**Estimating atomization errors of 1-chloropropane by hand**

The RMP2 row looks wrong. Second-order perturbation theory misses 199 kJ/mol of the correlation energy that RCCSDT(Q) finds in 1-chloropropane, yet its atomization energy comes out 30.7 kJ/mol too large, and RCCSD, a more complete theory, is 36.3 too small. The molecule offers no excuse: RHF is stable and the $T_1$ diagnostic is 0.007, so one determinant describes it well.

Atomization energies of 1-chloropropane (C3H7Cl) from Ansatz 0.2.0, at each listed level less RCCSDT(Q), all in the cc-pV(D+d)Z basis at the MP2(full)/6-31G* geometry. The wavefunction levels correlate only electrons outside the noble-gas cores, and no zero-point or spin-orbit terms are included.

```
    level  this level less the reference (RCCSDT(Q), same basis) (kJ/mol)
      RHF                                                          -774.5
     RMP2                                                            30.7
     CISD                                                          -275.8
    RCCSD                                                           -36.3
 RCCSD(T)                                                            -1.7
  BCCD(T)                                                            -1.2
   RCCSDT                                                            -2.3
      PBE                                                           286.1
   r2SCAN                                                           235.9
     PBE0                                                           244.2
    B3LYP                                                           189.7
  r2SCANh                                                           220.8
CAM-B3LYP                                                           218.9
  wB97M-V                                                           266.2
   B2PLYP                                                           137.5
  RPA-PBE                                                          -146.4
```

The second column is the error $\Delta$, the atomization energy at a level less that of the reference in the same double-zeta basis. An atomization energy is a difference, so for a wavefunction level $\Delta = d_A - d_M$, where $d_A$ and $d_M$ are the correlation energies missed in the atoms and in the molecule. The runs give $d_M$ and the table then fixes $d_A$. RMP2 misses 12% of the molecule's correlation but 25% of the atoms', and $230.1-199.4=30.7$ is what survives the cancellation. A likely cause, untested here, is the near-degeneracy of 2s and 2p in the free carbon atom, which second order handles poorly.

**The rule**

Two energies set the scale of the whole column. One is $C$, the part of the atomization energy that comes from correlation. The other is $S$, an offset shared by the density functionals. With two weights per level,

$$\Delta \approx S\,(1-w) - m\,C .$$

Here $m$ is the fraction of $C$ that the level fails to deliver. The weight $w$ is the share of correlation that the level computes from virtual orbitals: 0 for an ordinary functional, 0.27 for B2PLYP and 1 for RPA and the wavefunction levels, RHF included, since it is measured against the same orbital space.

**Counting pairs gives $C$**

Electrons of the same spin are already kept apart by antisymmetry, so most correlation energy sits between electrons of opposite spin, about three quarters of it in the MP2 energy of this molecule. Bond formation turns unpaired electrons of the atoms into opposite-spin pairs that share one region of space. Hartree-Fock lets such a pair come too close, and it has no matching penalty in the atoms; a hydrogen atom has no correlation at all. RHF therefore underbinds, by an amount that theory expects to follow the number of new pairs.

The first worked row is RHF. Each triplet carbon has two unpaired electrons, each hydrogen and the chlorine one, so $3\times2+7+1=14$ electrons form 7 new pairs. The prototype of a new pair is H$_2$, whose correlation energy is roughly 110 kJ/mol (a recalled value). Then $C=7\times110=770$ and $\Delta=-770$ kJ/mol with $m=1$, against $-774.5$ in the table, without any fit to this row.

The agreement to 4.5 kJ/mol is better than the argument deserves, since each kJ/mol in the rounded H$_2$ value moves the result by 7. The H$_2$ value belongs to a complete basis, while a double-zeta basis recovers less per pair, and the count ignores the added correlation between neighbouring pairs; the two omissions work against each other. Near the basis limit only the second remains, so there the count should come out too low. One molecule also fits 10 bonds at 77 kJ/mol each equally well. The firm lesson is the size: in this basis correlation supplies 20% of the atomization energy, about one electronvolt per new pair.

**How much of $C$ a level delivers**

RCCSD lacks connected triple excitations, and its row gives $m=0.047$, rounded to 1/20. The (T) term lowers the molecule by 45.8 kJ/mol and the atoms by only 11.2, so triples matter more for the bond energy than their 3% share of the molecule's correlation suggests. The fraction $m$ must therefore be read from an atomization energy, not from a total energy. Levels with triples get $m=0$, and so does RMP2, on the strength of a cancellation only.

CISD loses about a third of $C$, and the split shows where: relative to RCCSD it gives up 254.8 kJ/mol in the molecule and 15.3 in the atoms. The cause expected from theory is the lack of size consistency, since CISD forbids two pairs to be excited at once. For $N$ independent pairs, each with correlation energy $\varepsilon$ and excitation gap $D$, the CISD secular equation leaves a loss whose leading term is $N(N-1)\varepsilon^2/D$. That term alone is too large for a molecule of this size, so the program solves the equation in full. The 13 valence pairs of the molecule enter one such product, whereas the atoms are computed one by one with a few pairs each. With $D$ set on the molecule the model puts the atoms' loss at the observed order of magnitude, and it implies that $m=1/3$ is no constant but grows with $N$.

**Why the functionals share an offset**

All seven ordinary functionals lie above the reference, between $+189.7$ (B3LYP) and $+286.1$ (PBE), with mean $S=237$ kJ/mol. That functionals of such different make err together points to the yardstick. A wavefunction must build the cusp where two electrons meet out of virtual orbitals, which converges slowly with basis size, and the molecule has more pairs to describe than the atoms. A functional takes its correlation from the density and occupied orbitals, which a small basis already describes fairly well. The reference is thus expected to underbind in this basis, and the functionals to appear above it.

The table has one basis, so this cause is argued, not shown. A rough check supports it: recalled enthalpies of formation plus an estimated zero-point energy put the true value some 280 kJ/mol above the reference, a gap that also holds the core-correlation and spin-orbit terms left out of the reference. Subtracting it turns the errors into $+6$ for PBE, $-14$ for wB97M-V and $-90$ for B3LYP. The smallest entry among the seven is then the farthest from this rough estimate of nature. $S$ also contains the functionals' own errors, including what they lose in this small basis, and, as the PBE and r2SCAN runs show, an unfrozen core.

B2PLYP tests the factor $1-w$ and was not used to set $S$. Its second-order part should share the shortfall of the reference in proportion to its weight, which gives $237.4\times0.73=173$ against 137.5. The row falls between the functionals and the wavefunction levels, as the rule says, but lower than predicted by about the scatter of the functionals themselves.

**A finer step for hybrids**

Within one family the rule can be sharpened. A hybrid replaces a fraction $a$ of the parent's exchange by exact exchange and keeps its correlation. Because the energy is stationary in the orbitals, the first-order shift is $\Delta(a)=\Delta(0)+ka$, where $k$ is the exact less the semilocal exchange contribution to the atomization energy. Theory argues that $k$ is negative: the semilocal exchange hole stays compact in a bond and so imitates some left-right correlation, which exact exchange does not contain.

The second worked row is PBE0. From r2SCAN to r2SCANh, $a=0.10$ and $k=(220.8-235.9)/0.10=-151$ kJ/mol. Carried over to PBE with $a=0.25$ this gives $286.1-0.25\times151=248.4$, against 244.2 in the table. PBE0 is one of the seven rows behind $S$, but it played no part in this estimate.

The slope holds between a parent and its hybrid, not across families. One line through the five global functionals has nearly the same slope, yet it lowers the rms scatter only from 31.5 to 26.8 kJ/mol, because the parents start at different heights. Placed by their short-range fraction, CAM-B3LYP lands within 4 kJ/mol of that line and wB97M-V 37 above it.

**Accuracy and range**

The output printed below lists every residual. The rms misfit is 43 kJ/mol over all sixteen rows and 24 without RPA-PBE, against an rms error of 264.5 in the column itself. These figures flatter the rule: the seven functionals set $S$, CISD and RCCSD set their own $m$, RMP2 was given $m=0$ in view of its own small error, and the triples levels are close to the reference by construction. The independent tests are RHF, B2PLYP and RPA-PBE.

RPA-PBE is the failure. The rule assigns it zero, and the table has $-146.4$ kJ/mol. The absence of a positive offset fits the reading of $S$, since RPA draws all its correlation from virtual orbitals. The deficit that remains agrees with the known tendency of direct RPA to underbind, for which the rule has no term; how much of it is method and how much basis is untested.

At the small end the rule is blind. RCCSD(T) at $-1.7$ appears to beat RCCSDT at $-2.3$, yet RCCSDT is the closer to the reference in both parts: the two miss 5.4 and 2.9 kJ/mol in the molecule, 3.7 and 0.6 in the atoms. RCCSD(T) merely cancels more of its error. BCCD(T) gains on RCCSD(T) mostly by missing more in the atoms. The order of these three rows is no ranking of quality.

**In practice**

Count the new pairs and multiply by 110 kJ/mol to size the Hartree-Fock deficit against a double-zeta reference, then take a third of it for CISD at this molecular size and a twentieth for CCSD. In this table the result holds to some 30 kJ/mol, and to 50 for a single functional; the accuracy for other molecules is untested. Use $k\approx-160$ kJ/mol only from a parent to its own hybrid, and only for this molecule, since an exchange contribution should grow with the number of bonds. $S$ belongs to this basis and this molecule too. The pair count presumes a closed shell near equilibrium with one dominant determinant, and it should fall short where multiple bonds or the lone pairs of N, O and F crowd the new pairs. A functional should be judged in a large basis, against a reference near the basis limit, since this column rewards the one that underbinds most.

The analysis program printed:

```
Energies in kJ/mol unless marked; table rounding +-0.05
RHF deficit 774.5 = 20.1% of AE; per new pair (7) 110.6, per bond (10) 77.5
C = 7 x 110 = 770; S = 237.4 (33.9 per pair, 6.2% of AE), functionals 189.7 to 286.1
level        w     m    rule   table  table-rule
RHF        1.00  1.00  -770.0  -774.5    -4.5
RMP2       1.00  0.00     0.0    30.7    30.7
CISD       1.00  0.33  -256.7  -275.8   -19.1 (m read from this row)
RCCSD      1.00  0.05   -38.5   -36.3     2.2 (m read from this row)
RCCSD(T)   1.00  0.00     0.0    -1.7    -1.7
BCCD(T)    1.00  0.00     0.0    -1.2    -1.2
RCCSDT     1.00  0.00     0.0    -2.3    -2.3
PBE        0.00  0.00   237.4   286.1    48.7
r2SCAN     0.00  0.00   237.4   235.9    -1.5
PBE0       0.00  0.00   237.4   244.2     6.8
B3LYP      0.00  0.00   237.4   189.7   -47.7
r2SCANh    0.00  0.00   237.4   220.8   -16.6
CAM-B3LYP  0.00  0.00   237.4   218.9   -18.5
wB97M-V    0.00  0.00   237.4   266.2    28.8
B2PLYP     0.27  0.00   173.3   137.5   -35.8
RPA-PBE    1.00  0.00     0.0  -146.4  -146.4
rms all 43.4; without RPA-PBE 24.2; 7 functionals 29.6; rms of errors themselves 264.5
worst: RPA-PBE -146.4, PBE 48.7, B3LYP -47.7
missed correlation: molecule (%), atoms (%), m from table, error if same fraction
RHF        1708.0 (100.00)  933.5 (100.00)  1.000  -774.5
RMP2        199.4 (11.67)  230.1 (24.65) -0.040   -90.4
CISD        305.9 (17.91)   30.1 ( 3.23)  0.356  -138.7
RCCSD        51.2 ( 3.00)   14.9 ( 1.59)  0.047   -23.2
RCCSD(T)      5.4 ( 0.31)    3.7 ( 0.39)  0.002    -2.4
BCCD(T)       5.2 ( 0.31)    4.0 ( 0.43)  0.002    -2.4
RCCSDT        2.9 ( 0.17)    0.6 ( 0.06)  0.003    -1.3
(T): molecule 45.8, atoms 11.2, AE 34.6
exchange shifts: PBE->PBE0 -41.9 (slope -168), r2SCAN->r2SCANh -15.1 (slope -151+-1)
PBE0 from r2SCAN slope: 248.4 vs 244.2; mixing 25% toward RHF row: 21.0
one line, 5 global functionals: 253.0 + (-161)*a, rms 26.8; constant rms 31.5
range-separated, not fitted (a varies with range): CAM-B3LYP off by -3.6, wB97M-V off by +37.3
CAM-B3LYP less B3LYP +29.2; B2PLYP/S 0.58 (rule 0.73)
CISD loss vs CCSD: molecule 254.8 (ratio 0.846), atoms 15.3, AE -239.5
pair model: gap 71 eV set on molecule (N=13); atoms' loss about 19
functionals less rough recalled shortfall 280: PBE +6, r2SCAN -44, PBE0 -36, B3LYP -90, r2SCANh -59, CAM-B3LYP -61, wB97M-V -14
implied AE: B3LYP 4041, wB97M-V 4118, PBE 4138
```
